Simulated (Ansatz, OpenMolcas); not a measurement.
**Strength of the Si–Se bond: SiH3(SeH) → SiH3 + HSe**

Species: SiH3(SeH), singlet; SiH3 (silyl radical) `[SiH3]`, doublet; HSe, doublet. 

Shapes, held fixed at every level: PBE0-D4/def2-TZVP. Programs: Ansatz 0.2.0, OpenMolcas 26.06. The zero-point and thermal change to 298 K, harmonic and unscaled (PBE0-D4/def2-TZVP), is -10.6 kJ/mol.

Estimate ΔH(298 K) of this reaction.

The highest level, CCSD(T)/def2-TZVPP, gives ΔH(298 K) = +322.3 kJ/mol; the levels span +224.3 to +333.6. The column of differences is taken from that level and isn't an error. Hartree–Fock misses the correlation of the pair that is broken and comes out low. No measured value is set beside it here. Open shells run unrestricted unless RO is named. Relativity is left out for Se unless named. Correlated rows may include outer-core shells of Se, which these sets cover unevenly.

```json
{"level": "HF/def2-TZVPP", "kind": "Hartree–Fock", "ΔH(298 K) (kJ/mol)": "+224.3", "less CCSD(T)/def2-TZVPP": "-98.0"}
{"level": "r2SCAN-D4/def2-TZVPP", "kind": "meta-GGA", "ΔH(298 K) (kJ/mol)": "+319.4", "less CCSD(T)/def2-TZVPP": "-2.9"}
{"level": "B3LYP/6-31G* (spherical functions)", "kind": "global hybrid", "ΔH(298 K) (kJ/mol)": "+303.3", "less CCSD(T)/def2-TZVPP": "-19.0"}
{"level": "r2SCAN0-D4/def2-TZVPP", "kind": "global hybrid", "ΔH(298 K) (kJ/mol)": "+316.2", "less CCSD(T)/def2-TZVPP": "-6.1"}
{"level": "wB97X-V/def2-TZVPP", "kind": "range-separated hybrid", "ΔH(298 K) (kJ/mol)": "+333.6", "less CCSD(T)/def2-TZVPP": "+11.3"}
{"level": "B2PLYP/def2-TZVPP", "kind": "double hybrid", "ΔH(298 K) (kJ/mol)": "+317.7", "less CCSD(T)/def2-TZVPP": "-4.6"}
{"level": "CCSD(T)/def2-TZVPP", "kind": "coupled cluster or CI", "ΔH(298 K) (kJ/mol)": "+322.3", "less CCSD(T)/def2-TZVPP": "0.0"}
```

Breaking the Si–Se bond costs about +322.3 kJ/mol at the coupled-cluster level, which marks a strong single bond. Every correlated or density-functional row supports that picture, with B3LYP lowest at +303.3 and wB97X-V the only one above the coupled-cluster value; the low B3LYP result probably reflects its smaller basis as well as the functional.

The strength comes from σ overlap between silicon and the selenium 4p shell, reinforced by the polarity Si(δ+)–Se(δ−). Neither fragment regains much of this on separation: silyl stays pyramidal with its odd electron largely on silicon, and in HSe the hole sits in an essentially nonbonding selenium 4p π orbital, so delocalisation offers little compensation. The negative thermal correction fits the loss of the Si–Se stretch and the associated bending modes, whose zero-point energy outweighs the thermal gain from the extra translation and rotation.

Spin–orbit coupling would stabilise the ²Π radical HSe to first order but not the closed-shell parent, so including it should lower the bond enthalpy somewhat.
